Exact exchange can enter a density functional at all distances between two electrons, or mainly at short or at long distance. The problem is to work out what this choice does to the frontier orbitals of aminofluorosilylene, and to foretell four functionals from the other twelve.

FH2NSi (SMILES N[Si]F, point group Cs) in the gas phase, computed with Ansatz 0.2.0: restricted Kohn-Sham orbital energies in def2-TZVPP at the PBE0-D4/def2-TZVP geometry. The last column takes the vertical ionisation energy as 9.85 eV, from frozen-core CCSD(T) extrapolated to the basis-set limit.

| functional | class | exact exchange, short range (%) | exact exchange, long range (%) | HOMO (eV) | LUMO (eV) | gap (eV) | -HOMO less CCSD(T) ionisation energy (eV) |
| --- | --- | --- | --- | --- | --- | --- | --- |
| SPW92 | LDA | 0 | 0 | -6.10 | -2.08 | 4.02 | -3.75 |
| PBE-D4 | GGA | 0 | 0 | -6.00 | -1.92 | 4.08 | -3.85 |
| revPBE-D4 | GGA | 0 | 0 | -5.95 | -1.86 | 4.09 | -3.90 |
| BLYP-D4 | GGA | 0 | 0 | -5.90 | -1.79 | 4.10 | -3.95 |
| r2SCAN-D4 | meta-GGA | 0 | 0 | -6.21 | -1.81 | 4.40 | -3.63 |
| B97M-V | meta-GGA | 0 | 0 | -6.30 | -1.77 | 4.52 | -3.55 |
| r2SCANh-D4 | global hybrid | 10 | 10 | -6.64 | -1.50 | 5.15 | -3.20 |
| B3LYP-D4 | global hybrid | 20 | 20 | -6.98 | -1.31 | 5.68 | -2.87 |
| PBE0-D4 | global hybrid | 25 | 25 | -7.15 | -1.11 | 6.05 | -2.69 |
| r2SCAN0-D4 | global hybrid | 25 | 25 | -7.29 | -1.03 | 6.25 | -2.56 |
| HSE06-D4 | screened hybrid | 25 | 0 | -6.75 | -1.48 | 5.27 | -3.10 |
| BHLYP-D4 | global hybrid | 50 | 50 | -8.22 | -0.22 | 8.00 | -1.63 |
| CAM-B3LYP-D4 | range-separated | 19 | 65 | ? | ? | ? | ? |
| LC-wPBE | range-separated | 0 | 100 | ? | ? | ? | ? |
| wB97X-V | range-separated | 17 | 100 | ? | ? | ? | ? |
| wB97M-V | range-separated | 15 | 100 | ? | ? | ? | ? |

**(a) Why does exact exchange push the HOMO and the LUMO apart, and why does HSE06 lie between PBE and PBE0?**

*Solution.* The last column of the table compares $-$HOMO with the CCSD(T) ionisation energy. Going from PBE to PBE0 replaces a quarter of the semilocal exchange by exact exchange. The HOMO falls by 1.15 eV and the LUMO rises by 0.81 eV. The pairs BLYP/BHLYP and r2SCAN/r2SCAN0 move the same way. Each pair keeps its semilocal parent, so the table ties the shifts to exact exchange.

The hydrogen atom shows the reason for the HOMO. Its single electron should not repel itself, and exact exchange cancels that repulsion fully. A semilocal potential cancels only part of it and leaves the occupied level too high. The comparison ends there: hydrogen has no other electrons that could relax when one leaves, and it says nothing about the LUMO.

For both levels, consider the long-range part of the repulsion, $\operatorname{erf}(\omega r)/r$, where $r$ is the distance between two electrons and $1/\omega$ sets where long range begins. If $1/\omega$ is much larger than the molecule, this repulsion is nearly the constant $2\omega/\sqrt{\pi}$ (atomic units). Exact exchange then lowers an occupied orbital by that constant and leaves an empty one alone, because the empty orbital is orthogonal to the occupied ones. A semilocal functional with about the same exchange energy, $-\omega/\sqrt{\pi}$ per electron, has a potential that lowers both orbitals by $\omega/\sqrt{\pi}$. Exchanging one description for the other therefore lowers the HOMO and raises the LUMO by $\omega/\sqrt{\pi}$ each.

HSE06 tests this argument, since it is close to PBE0 with the long-range exact exchange removed. With its usual $\omega$ of 0.11 per bohr, a quarter share should be worth $0.25\times0.11/\sqrt{\pi}$ hartree, about 0.42 eV. In the table the two functionals differ by 0.40 eV in the HOMO and 0.37 eV in the LUMO. HSE06 thus keeps the short-range part of PBE0's shift and loses the rest.

**(b) Predict the HOMO, LUMO and gap for the four range-separated functionals.**

*Solution.* These functionals have a larger $\omega$, so their long range begins inside the molecule. The shift can't grow with $\omega$ for ever: it must level off at the value for exchange at all distances. For a Gaussian charge cloud, the long-range part carries the fraction

$$f=\frac{\omega}{\sqrt{\omega^2+k^2}}$$

of the cloud's repulsion with itself. The shift of each level is assumed to follow the same fraction. The three pairs of part (a) give a full HOMO shift of 4.5 eV for 100% exact exchange. Matching the small-$\omega$ result then fixes $k$ at about 0.29 per bohr; the smaller LUMO shift gives 0.21. This $k$ is an interpolation constant, not a measured orbital size.

Short-range exchange carries the remaining fraction, $1-f$. Take CAM-B3LYP, with 19% exact exchange at short range, 65% at long range and a usual $\omega$ of 0.33 per bohr. For the HOMO, $f=0.33/\sqrt{0.33^2+0.29^2}\approx0.75$, and the effective share is $0.19\times0.25+0.65\times0.75$, or about 0.53. A straight line in this share, fitted to the twelve known rows including HSE06, then gives $-6.09-4.35\times0.53\approx-8.4$ eV.

The same steps, with $\omega$ of 0.40 per bohr for LC-wPBE and 0.30 for the other two, give these forecasts in eV:

- CAM-B3LYP: HOMO $-8.4\pm0.3$, LUMO $0.0\pm0.3$, gap $8.4\pm0.5$
- LC-wPBE: HOMO $-9.6\pm0.4$, LUMO $+1.0\pm0.5$, gap $10.6\pm0.7$
- wB97X-V: HOMO $-9.4\pm0.4$, LUMO $+0.9\pm0.5$, gap $10.3\pm0.7$
- wB97M-V: HOMO $-9.4\pm0.4$, LUMO $+0.9\pm0.5$, gap $10.3\pm0.7$

The ranges are judgements. They allow for the scatter between families of functionals and for the step beyond 50% exchange, where no known row guides the line. HSE06 supports the small-$\omega$ start of the formula, but not its levelling off. If the forecasts hold, $-$HOMO falls short of the ionisation energy by more than 1 eV in CAM-B3LYP, and misses it by well under 1 eV in the other three.

**(c) Compare with the computed values. Does full long-range exchange bring $-$HOMO to the ionisation energy?**

The withheld rows as computed:

| functional | class | exact exchange, short range (%) | exact exchange, long range (%) | HOMO (eV) | LUMO (eV) | gap (eV) | -HOMO less CCSD(T) ionisation energy (eV) |
| --- | --- | --- | --- | --- | --- | --- | --- |
| CAM-B3LYP-D4 | range-separated | 19 | 65 | -8.51 | -0.02 | 8.49 | -1.34 |
| LC-wPBE | range-separated | 0 | 100 | -9.79 | 1.07 | 10.87 | -0.05 |
| wB97X-V | range-separated | 17 | 100 | -9.47 | 1.00 | 10.47 | -0.38 |
| wB97M-V | range-separated | 15 | 100 | -9.32 | 0.90 | 10.21 | -0.53 |

*Solution.* All twelve values lie inside their ranges. The largest HOMO miss is that of LC-wPBE, computed at $-9.79$ eV, about 0.2 eV below the forecast. The fit misses B97M-V, one of its own rows, by as much, so this miss needs no special cause. The LUMOs agree to about 0.1 eV, but levels near or above zero depend on the basis set, and that agreement deserves less weight.

The distance at which long range begins is essential to this result. From HSE06 to PBE0, 25% long-range exchange lowers the HOMO by 0.40 eV, so 100% would seem to be worth 1.6 eV. Added to PBE, that puts LC-wPBE at $-7.6$ eV, far too high, because the long range of HSE06 begins much farther out. A line in the long-range share alone errs the other way and puts all four HOMOs too low, by 0.3 to 1.0 eV. This is the third fit in the output printed below, where the short-range term dropped out.

The answer to the question is "nearly", for the three functionals with 100% long-range exchange. Their $-$HOMO lies 0.05 to 0.53 eV below the coupled-cluster ionisation energy, whereas CAM-B3LYP falls short by 1.34 eV. The mechanism accounts for the difference: CAM-B3LYP leaves 35% of its long-range exchange semilocal, and with it some of the electron's repulsion with itself. The near match of LC-wPBE is no proof that it is the best of the three, since the reference has errors of its own that may well exceed 0.05 eV.

Total energies help to show where the fault lies. Further runs, not listed in the table, give the energy of the cation less that of the neutral molecule: 9.70 eV with wB97X-V and 9.74 eV with wB97M-V. Both are close to the reference. The next occupied orbital lies about 1.6 eV deeper in wB97X-V, so a reference for a higher state of the cation should have come out well above these values. PBE gives 9.49 eV by the same subtraction, although its $-$HOMO is only 6.00 eV. Most of its miss therefore lies in the orbital energy, not in the difference of total energies.

The wide gaps need the same care. Semilocal gaps tend to lie nearer to an excitation energy, while full long-range exchange moves the gap towards the ionisation energy less the electron affinity. The gap of 10.87 eV from LC-wPBE and that of 4.08 eV from PBE are therefore not two estimates of one quantity, and neither should be read directly as the energy of an absorbed photon.

Numerical output:

```
HOMO lowering per 100 % full-range exact exchange, mean of three pairs (eV): 4.52
LUMO raising per 100 % full-range exact exchange, mean of three pairs (eV): 3.167
HOMO of HSE06 less PBE0, table (eV): 0.4
HOMO of HSE06 less PBE0, model (eV): 0.3955
LUMO of PBE0 less HSE06, table (eV): 0.37
LUMO of PBE0 less HSE06, model (eV): 0.3725
effective exchange share for the HOMO, withheld rows in table order (fraction): 0.5332, 0.8054, 0.7624, 0.7567
fit of homo on 12 rows: constant -6.094 +/- 0.046, coefficient of eH -4.353 +/- 0.24; rms 0.113, worst B97M-V 0.206, leave-one-out rms 0.135
  rows outside the fit (model, value, miss): CAM-B3LYP-D4 -8.415, -8.51, 0.0952; LC-wPBE -9.599, -9.79, 0.191; wB97X-V -9.412, -9.47, 0.0578; wB97M-V -9.387, -9.32, -0.0673
fit of lumo on 12 rows: constant -1.877 +/- 0.033, coefficient of eL 3.246 +/- 0.17; rms 0.0826, worst SPW92 0.203, leave-one-out rms 0.0979
  rows outside the fit (model, value, miss): CAM-B3LYP-D4 0.005252, -0.02, 0.0253; LC-wPBE 1.007, 1.07, -0.0628; wB97X-V 0.8941, 1, -0.106; wB97M-V 0.8827, 0.9, -0.0173
fit of homo on 12 rows: constant -6.179 +/- 0.085, coefficient of s 0 +/- 0, coefficient of l -4.112 +/- 0.45; rms 0.209, worst HSE06-D4 0.571, leave-one-out rms 0.239
  rows outside the fit (model, value, miss): CAM-B3LYP-D4 -8.852, -8.51, -0.342; LC-wPBE -10.29, -9.79, -0.501; wB97X-V -10.29, -9.47, -0.821; wB97M-V -10.29, -9.32, -0.971
predicted gap, withheld rows in table order (eV): 8.42, 10.61, 10.31, 10.27
predicted less computed gap, withheld rows in table order (eV): -0.06995, -0.2635, -0.1637, 0.05994
predicted -HOMO less CCSD(T) ionisation energy, withheld rows in table order (eV): -1.435, -0.2407, -0.4378, -0.4627
```
